**A missed high-spin state in spherical jellium clusters**

The table holds energies per electron, unpaired electrons, ionisation energies and second energy differences of spherical jellium clusters with 1 to 18 electrons (rs = 4.27 bohr) from spin-polarised PBE with greedy shell filling. The program compares the moments with Hund filling, estimates the excess energy of N = 13 by extrapolation along smooth branches, and fits the second differences to a spin energy −J M²/(4N) plus a background −c N^(−5/3). Only N = 13 departs from Hund filling, and its excess energy is estimated at 0.49 to 0.51 eV, in line with 0.49 eV from the 1d spin splitting of the same run. The d-shell fit gives J = 1.62 eV with an rms residual of 0.004 eV, while the p shell fits less well (0.022 eV). At N = 13 and 17 the negative of the highest occupied eigenvalue is about 1.1 eV smaller than the ionisation energy, 0.84 and 0.89 of e²/2R.

Calculated values. Spherical jellium clusters of N electrons, Wigner-Seitz radius rs = 4.27 bohr, background radius rs N^(1/3); radks with Libxc 2, spin-polarised PBE, spherically averaged shells. Levels are named by radial order and filled by a greedy search that can miss a lower state. Ionisation energies are vertical; the second difference is E(N+1) + E(N−1) − 2E(N) for neutral clusters.

## Numerical check

```python
# Table: spherical jellium clusters N=1-18 (rs 4.27 bohr), radks, spin-polarised PBE, greedy filling:
# energy per electron, unpaired electrons, ionisation energy IE, second difference D2.
# Tested: N=13 as a missed high-spin state; spin energy -J M^2/(4N); eigenvalue against IE.
T = {
    'electrons': [1, 2, 3, 4, 5, 6, 7, 8, 9, 10, 11, 12, 13, 14, 15, 16, 17, 18],
    'energy_per_electron': [-1.426, -1.7292, -1.5387, -1.6, -1.7168, -1.7172, -1.7777, -1.8564, -1.8009, -1.783, -1.7879, -1.8068, -1.7956, -1.8252, -1.8309, -1.8459, -1.867, -1.8921],  # eV
    'unpaired_electrons': [1, 0, 1, 2, 3, 2, 1, 0, 1, 2, 3, 4, 3, 4, 3, 2, 1, 0],
    'highest_level': ['1s up', '1s down', '1p up', '1p up', '1p up', '1p down', '1p down', '1p up', '1d up', '1d up', '1d up', '1d up', '1d down', '1d down', '1d down', '1d down', '1d down', '1d up'],
    'ionisation_energy': [None, 4.94052, 3.71476, 4.2276, 4.48535, 3.89888, 4.24548, 4.43871, 3.32321, 3.56461, 3.74516, 3.88551, 3.495, 3.50514, 3.68305, 3.81993, 3.92886, 4.01792],  # eV
    'second_energy_difference': [None, 0.87481, -0.62628, -0.40009, 0.46465, -0.42151, -0.26632, 1.0499, -0.265, -0.21443, -0.17768, 0.3529, -0.54916, 0.30091, -0.16177, -0.13382, -0.1134, None],  # eV
}
import numpy as np
from scipy.constants import physical_constants as pc
Ha = pc['Hartree energy in eV'][0]
N = [int(x) for x in T['electrons']]
col = lambda k: dict(zip(N, T[k]))
e, M, IE, D = [col(k) for k in ('energy_per_electron', 'unpaired_electrons', 'ionisation_energy', 'second_energy_difference')]
def hund(n):
    for cap in (2, 6, 10):
        if n <= cap:
            return min(n, cap - n)
        n -= cap
H = {n: hund(n) for n in N}
bad = [n for n in N if H[n] != M[n]]
print("rows where unpaired electrons differ from Hund filling:", [(n, int(M[n]), H[n]) for n in bad], "(N, table, Hund)")
dev = max(abs((n+1)*e[n+1] + (n-1)*e[n-1] - 2*n*e[n] - D[n]) for n in range(2, 18))
print(f"D2 rebuilt from energy per electron: max deviation {dev:.4f} eV; rounding allows {2e-4*17:.4f} eV at N=17")
print("rows with positive D2:", [n for n in N if D[n] is not None and D[n] > 0])
ex = lambda d, ns, x: float(np.polyval(np.polyfit(ns, [d[n] for n in ns], len(ns)-1), x))
print("excess energy delta of N=13 by extrapolation along smooth branches (eV):")
est = []
for lab, d, sets, x, s in (("D2", D, ([10, 11], [9, 10, 11]), 12, 1), ("D2", D, ([15, 16], [15, 16, 17]), 14, 1), ("IE", IE, ([10, 11, 12], [9, 10, 11, 12]), 13, -1)):
    for ns in sets:
        p = ex(d, ns, x); est.append(s*(d[x]-p))
        print(f"  {lab}({x}) from N={ns[0]}-{ns[-1]}: expected {p:.3f}, table {d[x]:.3f}, delta {est[-1]:.3f}")
dl = float(np.mean(est))
print(f"  mean {dl:.3f}, range {min(est):.3f} to {max(est):.3f} eV; per electron {dl/13:.3f} eV")
print(f"repaired D2(12,13,14): {D[12]-dl:.3f} {D[13]+2*dl:.3f} {D[14]-dl:.3f} eV; D2(5) = {D[5]:.3f} eV")
print(f"repaired IE(13) {IE[13]+dl:.3f} eV, energy per electron {e[13]-dl/13:.3f} eV")
print(f"IE drops (eV): 5->6 {IE[6]-IE[5]:.3f}, 12->13 {IE[13]-IE[12]:.3f}, repaired 13->14 {IE[14]-IE[13]-dl:.3f}")
print(f"IE(14) from N=15-18: expected {ex(IE,[15,16,17,18],14):.3f}, table {IE[14]:.3f} eV")
def fit(ns, m, p):
    S = {n: -m[n]**2/(4*n**p) for n in N}
    A = np.array([[S[n+1]+S[n-1]-2*S[n], -n**(-5/3)] for n in ns])
    y = np.array([D[n] for n in ns])
    c = np.linalg.lstsq(A, y, rcond=None)[0]
    r = A@c - y
    return c, A@c, r, float(np.sqrt(np.mean(r**2)))
dn, pn = list(range(9, 18)), list(range(3, 8))
c, mod, r, rms = fit(dn, M, 1)
print(f"d shell, D2 = second difference of -J M^2/(4N) - c N^(-5/3): J {c[0]:.3f} eV, c {c[1]:.2f} eV, rms {rms:.4f} eV")
for n, a, b in zip(dn, mod, r):
    print(f"  N={n} M={int(M[n])} table {D[n]:+.3f} model {a:+.3f} residual {b:+.3f} eV")
print(f"  worst row N={dn[int(np.argmax(abs(r)))]}; spin-flip gain 4J/13 = {4*c[0]/13:.3f} eV")
c0, _, _, rms0 = fit(dn, M, 0)
print(f"size-independent -I M^2/4: I {c0[0]:.3f} eV, rms {rms0:.4f} eV, gain 4I = {4*c0[0]:.3f} eV")
cH, _, _, rmsH = fit(dn, H, 1)
print(f"same form with Hund moments (M=5 at N=13): J {cH[0]:.3f} eV, rms {rmsH:.3f} eV")
cp, _, rp, rmsp = fit(pn, M, 1)
print(f"p shell N=3-7: J {cp[0]:.3f} eV, c {cp[1]:.2f} eV, rms {rmsp:.3f} eV")
print("  residuals (eV):", " ".join(f"{x:+.3f}" for x in rp))
# 1d up, 1d down, lowest 2s eigenvalues (eV): further outputs of the same runs
lev = {13: (-2.72687, -2.35806, -2.10013), 17: (-2.91921, -2.83048, -2.53808)}
for n, (u, d, s) in lev.items():
    R = 4.27*n**(1/3); g = d-u; q = IE[n]+d
    print(f"N={n}: 1d splitting {g:.3f} eV, per unpaired electron {g/M[n]:.3f}, J = {g*n/M[n]:.3f} eV, 2s above 1d down {s-d:.3f} eV")
    print(f"  IE + eigenvalue {q:.3f} eV ({100*q/IE[n]:.0f}% of IE); R {R:.2f} bohr, e^2/2R {Ha/(2*R):.3f} eV, ratio {q*2*R/Ha:.2f}")
g13 = lev[13][1]-lev[13][0]
print(f"N=13 flip from levels: splitting at M=3 {g13:.3f}, scaled to M=5 {g13*5/3:.3f}, mean {g13*4/3:.3f} eV")
assert bad == [13] and g13 > 0
assert 0.4 < min(est) and max(est) < 0.6
assert all(D[n] < 0 for n in (3, 4, 6, 7, 9, 10, 11, 15, 16, 17))
assert rms < rmsH
```

Output:

```
rows where unpaired electrons differ from Hund filling: [(13, 3, 5)] (N, table, Hund)
D2 rebuilt from energy per electron: max deviation 0.0016 eV; rounding allows 0.0034 eV at N=17
rows with positive D2: [2, 5, 8, 12, 14]
excess energy delta of N=13 by extrapolation along smooth branches (eV):
  D2(12) from N=10-11: expected -0.141, table 0.353, delta 0.494
  D2(12) from N=9-11: expected -0.155, table 0.353, delta 0.508
  D2(14) from N=15-16: expected -0.190, table 0.301, delta 0.491
  D2(14) from N=15-17: expected -0.197, table 0.301, delta 0.498
  IE(13) from N=10-12: expected 3.986, table 3.495, delta 0.491
  IE(13) from N=9-12: expected 4.006, table 3.495, delta 0.511
  mean 0.499, range 0.491 to 0.511 eV; per electron 0.038 eV
repaired D2(12,13,14): -0.146 0.448 -0.198 eV; D2(5) = 0.465 eV
repaired IE(13) 3.994 eV, energy per electron -1.834 eV
IE drops (eV): 5->6 -0.586, 12->13 -0.391, repaired 13->14 -0.489
IE(14) from N=15-18: expected 3.510, table 3.505 eV
d shell, D2 = second difference of -J M^2/(4N) - c N^(-5/3): J 1.617 eV, c 7.51 eV, rms 0.0044 eV
  N=9 M=1 table -0.265 model -0.265 residual +0.000 eV
  N=10 M=2 table -0.214 model -0.214 residual +0.000 eV
  N=11 M=3 table -0.178 model -0.177 residual +0.000 eV
  N=12 M=4 table +0.353 model +0.348 residual -0.005 eV
  N=13 M=3 table -0.549 model -0.546 residual +0.003 eV
  N=14 M=4 table +0.301 model +0.309 residual +0.008 eV
  N=15 M=3 table -0.162 model -0.160 residual +0.001 eV
  N=16 M=2 table -0.134 model -0.138 residual -0.004 eV
  N=17 M=1 table -0.113 model -0.120 residual -0.007 eV
  worst row N=14; spin-flip gain 4J/13 = 0.498 eV
size-independent -I M^2/4: I 0.124 eV, rms 0.0222 eV, gain 4I = 0.498 eV
same form with Hund moments (M=5 at N=13): J -1.317 eV, rms 0.203 eV
p shell N=3-7: J 1.447 eV, c 3.32 eV, rms 0.022 eV
  residuals (eV): -0.027 +0.022 +0.007 +0.033 -0.001
N=13: 1d splitting 0.369 eV, per unpaired electron 0.123, J = 1.598 eV, 2s above 1d down 0.258 eV
  IE + eigenvalue 1.137 eV (33% of IE); R 10.04 bohr, e^2/2R 1.355 eV, ratio 0.84
N=17: 1d splitting 0.089 eV, per unpaired electron 0.089, J = 1.508 eV, 2s above 1d down 0.292 eV
  IE + eigenvalue 1.098 eV (28% of IE); R 10.98 bohr, e^2/2R 1.239 eV, ratio 0.89
N=13 flip from levels: splitting at M=3 0.369, scaled to M=5 0.615, mean 0.492 eV
```
